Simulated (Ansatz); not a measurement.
**From SnF4 to SnCl4: predicting a member**

Gas-phase molecules. On one Sn centre, n of the F ligands are replaced by Cl. The atomisation energy (no zero-point term) y in kJ/mol at CCSD(T)/def2-TZVPP. Shapes: PBE0-D4/def2-TZVP. Programs: Ansatz 0.2.0.

```
molecule  n  y (kJ/mol)
    SnF4  0        1662
  SnClF3  1        1566
 SnCl2F2  2           ?
  SnCl3F  3        1365
   SnCl4  4        1261
```

Problem. Fit y = c + s·n to the known rows and predict SnCl2F2.

Solution. 
1. Means of the 4 rows: n = 2.00000, y = 1463.5.
2. Σ(Δn)² = 10, Σ(Δn·Δy) = -1003, so the slope is -1003/10 = -100.3.
3. Intercept: 1463.5 − (-100.3) × 2.00000 = 1664.1. The largest residual of the fit is 2.2.
4. SnCl2F2: 1664.1 + (-100.3) × 2 = 1464 kJ/mol.

The run gave 1466 kJ/mol, so the prediction is off by -2 kJ/mol, about the largest residual. The steps are nearly additive. The slope is the difference between a Sn–Cl and a Sn–F bond. Other levels give for SnCl2F2: B3LYP-D4/def2-TZVPP 1480; BHLYP-D4/def2-TZVPP 1403; PBE0-D4/def2-TZVPP 1501 kJ/mol. Spin-orbit coupling of the free atoms (F 2, Cl 4 kJ/mol each; the atoms kept shift only the intercept) is left out. Coupled cluster in double- or triple-zeta sets underbinds by a few per cent against its basis-set limit. For atoms past krypton def2 sets carry core potentials with scalar relativity. Outer-core shells of Sn are correlated, in sets that cover them unevenly.

Each replacement of F by Cl weakens the molecule by nearly the same amount, as expected when the tetravalent Sn centre and its four single bonds are retained. Sn–F is the stronger bond because fluorine is more electronegative and smaller, giving a shorter, more polar bond with a larger ionic contribution; chlorine's more diffuse 3p shell gains less from the charge transfer.

The small departures from the line are systematic: the energy lost per substitution grows from SnF4 to SnCl4, and the mixed members lie slightly above a line joining the two ends. This suggests that a Sn–F bond gains a little when its neighbours are chlorides, probably because fewer fluorides compete for the electron density of tin. Redistribution of SnF4 and SnCl4 into mixed halides would then be mildly favourable in electronic energy.

The close prediction supports additivity within this series, not the absolute atomisation energy, for which the functionals scatter far more widely than the fit. In the condensed phases SnF4 remains more strongly bound than SnCl4, and the gap widens, since SnF4 is a fluoride-bridged solid and SnCl4 a molecular liquid.
